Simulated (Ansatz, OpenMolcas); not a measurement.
**A small benchmark: dipole moment**

8 molecules; the dipole moment in D, computed less measured. Shapes, held fixed at every level: PBE0-D4/def2-TZVP. No vibrational averaging. Dipoles are compared by magnitude; molecules under 1 D, whose direction can flip, are left out. Programs: OpenMolcas 26.06. Measured values: NIST CCCBDB.

Levels: A = revPBE/cc-pVDZ; B = M06-L/cc-pVDZ; C = PBE0/cc-pVDZ.

```csv
molecule,measured,A,B,C
AsF3 (SMILES F[As](F)F),2.59,-0.41,-0.05,-0.11
SCl2O2 (sulfuryl chloride),1.81,-0.65,-0.63,-0.37
C2F3N (cyanotrifluoromethane),1.33,+0.12,+0.09,0.00
C2H3ClO (acetyl chloride),2.72,-0.16,+0.05,+0.01
"C2H3F3 (1,1,1-trifluoroethane)",2.32,-0.40,-0.19,-0.17
"C2H4Cl2 (1,1-dichloroethane)",2.06,-0.08,+0.14,+0.04
C2H6S (dimethyl sulfide),1.50,-0.03,+0.07,+0.05
C2H7N (dimethylamine),1.03,-0.25,-0.18,-0.16
```

Problem. Sum up the errors.

Solution. 
```csv
level,kind,mean error,mean absolute error,worst case
revPBE/cc-pVDZ,GGA,-0.233,0.263,SCl2O2
M06-L/cc-pVDZ,meta-GGA,-0.087,0.175,SCl2O2
PBE0/cc-pVDZ,global hybrid,-0.089,0.114,SCl2O2
```

On this set PBE0/cc-pVDZ has the smallest mean absolute error and revPBE/cc-pVDZ the largest. revPBE/cc-pVDZ is too low in 7 of 8. All levels miss SCl2O2 on one side, which points to its shape or to the tabulated value. The tabulated value of C2F3N is in doubt (older tables, estimates, or at odds with other calculations) and kept here. Over the 7 molecules whose values aren't doubted the mean absolute errors are A 0.283; B 0.187; C 0.130. Relativity is left out for As. The set is small.

Going from revPBE to PBE0 raises the dipole in every molecule except cyanotrifluoromethane, where it falls. That comparison doesn't depend on the measured values, and the exception fits the same picture: the CF3 and CN groups pull charge in opposite directions, so more polar C–F bonds can reduce the net moment. The shift probably reflects less smearing of charge across polar bonds when exact exchange is mixed in. M06-L has almost the same mean error as PBE0 but a larger mean absolute error, so its small bias owes more to cancellation between molecules.

For sulfuryl chloride, the shared basis is a further suspect besides shape and reference value. Sulfur in a high oxidation state needs tight d functions to describe its polarization by oxygen and chlorine, and cc-pVDZ has none. The miss still shrinks from -0.65 to -0.37 with PBE0, so the functional matters there too. Without diffuse functions, the outer density that dipoles probe is also poorly described, so the ranking belongs to these functional and basis pairs, not to the functionals alone.
